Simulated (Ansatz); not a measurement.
## Loss of H2O: C2H8O2Sn → C2H6OSn + H2O

Species: C2H8O2Sn `C[O][SnH]([CH3])[OH]`, singlet; C2H6OSn `C[O][Sn][CH3]`, singlet; H2O (water) `O`, singlet. 

Shapes, held fixed at every level: PBE0-D4/def2-TZVP. Flexible molecules stand in one conformer, not always the lowest. Programs: Ansatz 0.2.0. Electronic energies: no zero-point or thermal term.

```json
{"level": "PBE-D4/def2-TZVPP", "kind": "GGA", "ΔE (kJ/mol)": "+26.9", "less CCSD(T)/def2-TZVPP": "-20.1"}
{"level": "r2SCAN-D4/def2-TZVPP", "kind": "meta-GGA", "ΔE (kJ/mol)": "+45.6", "less CCSD(T)/def2-TZVPP": "-1.4"}
{"level": "B3LYP-D4/def2-TZVPP", "kind": "global hybrid", "ΔE (kJ/mol)": "+23.1", "less CCSD(T)/def2-TZVPP": "-23.9"}
{"level": "PBE0-D4/def2-TZVPP", "kind": "global hybrid", "ΔE (kJ/mol)": "+40.3", "less CCSD(T)/def2-TZVPP": "-6.7"}
{"level": "wB97M-V/def2-TZVPP", "kind": "range-separated hybrid", "ΔE (kJ/mol)": "+43.5", "less CCSD(T)/def2-TZVPP": "-3.5"}
{"level": "wB97X-V/def2-TZVPP", "kind": "range-separated hybrid", "ΔE (kJ/mol)": "+56.7", "less CCSD(T)/def2-TZVPP": "+9.7"}
{"level": "CCSD/def2-TZVPP", "kind": "coupled cluster or CI", "ΔE (kJ/mol)": "+45.2", "less CCSD(T)/def2-TZVPP": "-1.8"}
{"level": "CCSD(T)/def2-TZVPP", "kind": "coupled cluster or CI", "ΔE (kJ/mol)": "+47.0", "less CCSD(T)/def2-TZVPP": "0.0"}
```

The highest level, CCSD(T)/def2-TZVPP, gives ΔE = +47.0 kJ/mol; the levels span +23.1 to +56.7. The column of differences is taken from that level and isn't an error. No measured value is set beside it here. For atoms past krypton def2 sets carry core potentials with scalar relativity. Correlated rows may include outer-core shells of Sn, which these sets cover unevenly.

Loss of water from this tin(IV) hydride hydroxide is uphill in electronic energy at every level, with CCSD(T) giving +47.0 kJ/mol. The reaction is formally a reductive elimination: the Sn–H and Sn–OH bonds are given up for one strong O–H bond, and tin(IV) becomes tin(II). The cost is modest for the loss of two bonds at tin because the electron pair left behind settles into an orbital of largely 5s character, while the methoxy oxygen can donate into the formally empty 5p orbital of the stannylene.

Perturbative triples shift the CCSD value only slightly, which suggests that neither singlet has strong multireference character. The functionals don't line up by exact exchange: B3LYP lies below PBE, whereas r2SCAN, with none, comes closer to CCSD(T) than PBE0 does, probably reflecting how each balances the tin(IV) bonds against the tin(II) lone pair. The reaction energy doesn't show whether water loss would outcompete elimination of methanol or methane from the same precursor.
